**Breit and QED shares in the n = 3 levels of neon-like gold**

The table holds the sixteen lowest excited levels of Au⁶⁹⁺ with the first-order Breit and QED shares of each excitation energy, from Dirac CI on exchange-only KLI orbitals with a zero-frequency Breit term and a radiative potential. The program takes the levels in five preset jj groups built on a 2p3/2 hole, forms (2J + 1)-weighted means and spreads, and fits nothing. It compares the QED step between j partners with α/π times the fine-structure splitting, an estimate that holds to about 2 % for 3d and overshoots p shells about threefold. QED shares are flat within a group to 136 cm⁻¹ and nearly additive on changing the hole, while Breit shares vary with J by up to 57,000 cm⁻¹ and narrow the splittings by 1–3 %. The output also lists the mixing that would account for the irregular QED rows and the one pair of levels that swaps when the Breit shares are removed.

Calculated values. Levels of Au69+ (Z = 79) from radial Dirac CI 1, a relativistic CI with a closed 1s2 core and Dirac orbitals optimised for each configuration in exchange-only KLI potentials. The zero-frequency Breit term and a radiative potential for QED are included, and their shares are first-order parts of the excitation energy above the 2s2 2p6 1S J = 0 ground level.

## Script

```python
# Table: 16 lowest excited levels of Au69+ (radial Dirac CI 1, KLI orbitals, zero-frequency Breit,
# model QED): excitation energy and first-order Breit and QED shares, cm-1.
# Tested: jj grouping, additivity of QED, J dependence of Breit, QED step = (alpha/pi) x splitting.
T = {
    'level_configuration': ['2s2 2p5 3s', '2s2 2p5 3s', '2s2 2p5 3p', '2s2 2p5 3p', '2s2 2p5 3p', '2s2 2p5 3p', '2s2 2p5 3p', '2s2 2p5 3p', '2s2 2p5 3d', '2s2 2p5 3d', '2s2 2p5 3d', '2s2 2p5 3d', '2s2 2p5 3d', '2s2 2p5 3d', '2s2 2p5 3d', '2s2 2p5 3d'],
    'level_term': ['3Po', '1Po', '3P', '3D', '3D', '1P', '3P', '1S', '3Po', '3Po', '3Fo', '3Do', '3Fo', '1Do', '3Do', '1Po'],
    'level_j': ['2', '1', '1', '2', '3', '1', '2', '0', '0', '1', '3', '2', '4', '2', '3', '1'],
    'level_excitation': [76571000.0, 76646000.0, 77906000.0, 77918000.0, 82080000.0, 82085000.0, 82197000.0, 82706000.0, 83477000.0, 83564000.0, 83565000.0, 83640000.0, 84482000.0, 84547000.0, 84635000.0, 84887000.0],  # cm⁻¹
    'level_breit_share': [-192570.0, -188245.6, -130909.7, -152007.8, -201977.2, -194866.6, -183146.9, -164853.4, -161429.8, -191936.3, -218761.7, -190520.4, -240253.3, -219852.4, -220924.0, -233513.9],  # cm⁻¹
    'level_qed_share': [25801.5, 25709.2, -24338.7, -24317.5, -20785.9, -20812.6, -20743.3, -20879.7, -30628.3, -30566.9, -30586.5, -30585.3, -28217.7, -28229.3, -28225.4, -28287.8],  # cm⁻¹
    'ls_weight': [100, 66, None, None, 100, 56, 67, 63, 100, 64, None, 54, 100, 48, 71, 63],  # %
}
import numpy as np
from scipy.constants import alpha, pi, h, c, e
E, B, Q = (np.array(T[k], float) for k in ('level_excitation', 'level_breit_share', 'level_qed_share'))
J = np.array([int(float(x)) for x in T['level_j']])
names = ['3s', '3p1/2', '3p3/2', '3d3/2', '3d5/2']
g = np.array([0]*2 + [1]*2 + [2]*4 + [3]*4 + [4]*4)  # outer electron beside a 2p3/2 hole, energy order
# further outputs of the same run: 2p1/2-hole levels per group as (J, excitation, Breit, QED)
X = [[(0, 9.173521e7, -348508.6, 36824.36), (1, 9.176311e7, -361586.3, 36965.69)],
     [(0, 9.346813e7, -294419.8, -13415.71), (1, 9.302831e7, -323669.0, -13180.62)],
     [(1, 9.73061e7, -341985.0, -12725.99), (2, 9.728306e7, -366100.2, -9575.9)],
     [(1, 9.893965e7, -384299.9, -20964.21), (2, 9.872689e7, -376394.3, -19523.92)],
     [(2, 9.970496e7, -389150.1, -17724.83), (3, 9.973365e7, -397627.8, -17145.57)]]
q2s3s1, q2s3s0, q2s3p1, q2s3p0 = -141618.7, -144239.0, -193289.0, -194407.1  # 2s-hole QED, same run
gap_p, gap_d = 8.208517e7 - 8.208007e7, 8.356471e7 - 8.356445e7  # finer energies, same run
m = lambda A: np.array([np.average(A[g == k], weights=2*J[g == k] + 1) for k in range(5)])
sp = lambda A: np.array([np.ptp(A[g == k]) for k in range(5)])
mE, mB, mQ, sB, sQ = m(E), m(B), m(Q), sp(B), sp(Q)
top = [int(J[g == k][np.argmin(B[g == k])]) for k in range(5)]
assert [sorted(J[g == k].tolist()) for k in range(5)] == [[1, 2], [1, 2], [0, 1, 2, 3], [0, 1, 2, 3], [1, 2, 3, 4]]
assert (B < 0).all() and ((Q > 0) == (g == 0)).all()
assert sQ.max() < 0.1*np.diff(np.sort(mQ)).min()
assert top == [int(J[g == k].max()) for k in range(5)]
w = [float(x) for x in T['ls_weight'] if x is not None]
print(f"cm-1 unless named; rounding: excitation 1000, shares 0.1; 1 eV = {e/(h*c*100):.1f}; LS weight {min(w):.0f}-{max(w):.0f} %")
print("outer J term | Breit % of excitation | Breit - group mean | QED - group mean")
for i in range(len(E)):
    print(f"{names[g[i]]:6s}{J[i]} {T['level_term'][i]:4s}| {100*B[i]/E[i]:6.3f} | {B[i]-mB[g[i]]:8.0f} | {Q[i]-mQ[g[i]]:7.1f}")
print("group, (2J+1) means: excitation | Breit, spread, J of most negative | QED, spread")
for k in range(5):
    print(f"{names[k]:6s}{mE[k]:10.0f} | {mB[k]:8.0f} {sB[k]:6.0f} J={top[k]} | {mQ[k]:7.0f} {sQ[k]:4.0f}")
print(f"|QED| {100*abs(Q/E).min():.3f}-{100*abs(Q/E).max():.3f} % of excitation; |Breit/QED| {abs(B/Q).min():.1f}-{abs(B/Q).max():.1f}; smallest QED step {np.diff(np.sort(mQ)).min():.0f}")
x = np.average(np.array(X[0])[:, 1:], axis=0, weights=[1, 3])
S = {'3d': (mE[4]-mE[3], mB[4]-mB[3], mQ[4]-mQ[3]), '3p': (mE[2]-mE[1], mB[2]-mB[1], mQ[2]-mQ[1]),
     '2p hole': (x[0]-mE[0], x[1]-mB[0], x[2]-mQ[0])}
print("j splitting | Breit part, % | QED part, (alpha/pi) x splitting, ratio, ratio with shares removed from splitting")
for k, (d, b, q) in S.items():
    print(f"{k:8s}{d:9.0f} | {b:8.0f} {100*b/d:5.2f} | {q:6.0f} {alpha/pi*d:6.0f} {q/(alpha/pi*d):.3f} {q/(alpha/pi*(d-b-q)):.3f}")
add = np.array([X[k][1][3] - Q[g == k][np.argmax(J[g == k])] for k in range(5)])
print("QED, 2p1/2 hole - 2p3/2 hole, highest J, by group:", ' '.join(f"{a:.0f}" for a in add), f"; mean {add.mean():.0f}")
print("Breit, 2p1/2 hole, higher J - lower J, by group:", ' '.join(f"{X[k][1][2]-X[k][0][2]:.0f}" for k in range(5)))
z = np.average(Q[g >= 3], weights=2*J[g >= 3] + 1)
o2 = np.array([-z - (q2s3s0 - mQ[0]), -z - add.mean(), -z]); o3 = mQ[:3] - z
print(f"orbital QED if j-averaged 3d is zero (s, p1/2, p3/2): n=2 {o2[0]:.0f} {o2[1]:.0f} {o2[2]:.0f}; n=3 {o3[0]:.0f} {o3[1]:.0f} {o3[2]:.0f}")
print("ratio n=2 / n=3:", ' '.join(f"{r:.2f}" for r in o2/o3), f"; (3/2)^3 = {1.5**3:.2f}")
r3, r5 = Q[10:12].mean(), Q[12:15].mean()
print(f"3d J=1 QED shift from J>1 mates: 3d3/2 {Q[9]-r3:+.1f}, 3d5/2 {Q[15]-r5:+.1f}; 1.5-2.5 % mixing gives +-{.015*(r5-r3):.0f} to {.025*(r5-r3):.0f}")
for lab, q, ref, far in [('3s J=1', Q[1], Q[0], q2s3p1), ('3p3/2 J=0', Q[7], Q[4:7].mean(), q2s3s0), ('3d3/2 J=0', Q[8], r3, q2s3p0)]:
    print(f"{lab}: QED shift {q-ref:+.1f}; 2s-hole admixture that would give it {100*(q-ref)/(far-ref):.3f} %")
dq = X[2][0][3] - X[2][1][3]
print(f"2p1/2-hole 3p3/2 J=1 (jj weight 98 %): QED shift {dq:.0f}; 2s-hole admixture needed {100*dq/(q2s3s1-X[2][1][3]):.1f} %")
print(f"3p3/2 J=1 above J=3 by {gap_p:.0f} (rounding 10); Breit part {B[5]-B[4]:.0f}; without it {gap_p-(B[5]-B[4]):.0f}")
print(f"3d3/2 J=3 above J=1 by {gap_d:.0f} (rounding 10); Breit part {B[10]-B[9]:.0f}; without it {gap_d-(B[10]-B[9]):.0f}")
print(f"neighbour pairs that swap when Breit shares are removed: {int((np.diff(E-B) < 0).sum())} of {len(E)-1}")
```

Running it gives:

```
cm-1 unless named; rounding: excitation 1000, shares 0.1; 1 eV = 8065.5; LS weight 48-100 %
outer J term | Breit % of excitation | Breit - group mean | QED - group mean
3s    2 3Po | -0.251 |    -1622 |    34.6
3s    1 1Po | -0.246 |     2703 |   -57.7
3p1/2 1 3P  | -0.168 |    13186 |   -13.2
3p1/2 2 3D  | -0.195 |    -7912 |     8.0
3p3/2 3 3D  | -0.246 |    -9538 |    -2.4
3p3/2 1 1P  | -0.237 |    -2427 |   -29.1
3p3/2 2 3P  | -0.223 |     9292 |    40.2
3p3/2 0 1S  | -0.199 |    27586 |   -96.2
3d3/2 0 3Po | -0.193 |    39893 |   -43.2
3d3/2 1 3Po | -0.230 |     9387 |    18.2
3d3/2 3 3Fo | -0.262 |   -17438 |    -1.4
3d3/2 2 3Do | -0.228 |    10803 |    -0.2
3d5/2 4 3Fo | -0.284 |   -10730 |    13.4
3d5/2 2 1Do | -0.260 |     9671 |     1.8
3d5/2 3 3Do | -0.261 |     8599 |     5.7
3d5/2 1 1Po | -0.275 |    -3991 |   -56.7
group, (2J+1) means: excitation | Breit, spread, J of most negative | QED, spread
3s      76599125 |  -190948   4324 J=2 |   25767   92
3p1/2   77913500 |  -144096  21098 J=2 |  -24325   21
3p3/2   82156625 |  -192439  37124 J=3 |  -20783  136
3d3/2   83582750 |  -201323  57332 J=3 |  -30585   61
3d5/2   84590792 |  -229523  20401 J=4 |  -28231   70
|QED| 0.025-0.037 % of excitation; |Breit/QED| 5.3-9.7; smallest QED step 2354
j splitting | Breit part, % | QED part, (alpha/pi) x splitting, ratio, ratio with shares removed from splitting
3d        1008042 |   -28200 -2.80 |   2354   2341 1.005 0.980
3p        4243125 |   -48343 -1.14 |   3542   9856 0.359 0.356
2p hole  15157010 |  -167369 -1.10 |  11163  35207 0.317 0.314
QED, 2p1/2 hole - 2p3/2 hole, highest J, by group: 11164 11137 11210 11063 11072 ; mean 11129
Breit, 2p1/2 hole, higher J - lower J, by group: -13078 -29249 -24115 7906 -8478
orbital QED if j-averaged 3d is zero (s, p1/2, p3/2): n=2 199179 18044 29173; n=3 54940 4847 8389
ratio n=2 / n=3: 3.63 3.72 3.48 ; (3/2)^3 = 3.38
3d J=1 QED shift from J>1 mates: 3d3/2 +19.0, 3d5/2 -63.7; 1.5-2.5 % mixing gives +-35 to 59
3s J=1: QED shift -92.3; 2s-hole admixture that would give it 0.042 %
3p3/2 J=0: QED shift -99.1; 2s-hole admixture that would give it 0.080 %
3d3/2 J=0: QED shift -42.4; 2s-hole admixture that would give it 0.026 %
2p1/2-hole 3p3/2 J=1 (jj weight 98 %): QED shift -3150; 2s-hole admixture needed 2.4 %
3p3/2 J=1 above J=3 by 5100 (rounding 10); Breit part 7111; without it -2011
3d3/2 J=3 above J=1 by 260 (rounding 10); Breit part -26825; without it 27085
neighbour pairs that swap when Breit shares are removed: 1 of 15
```
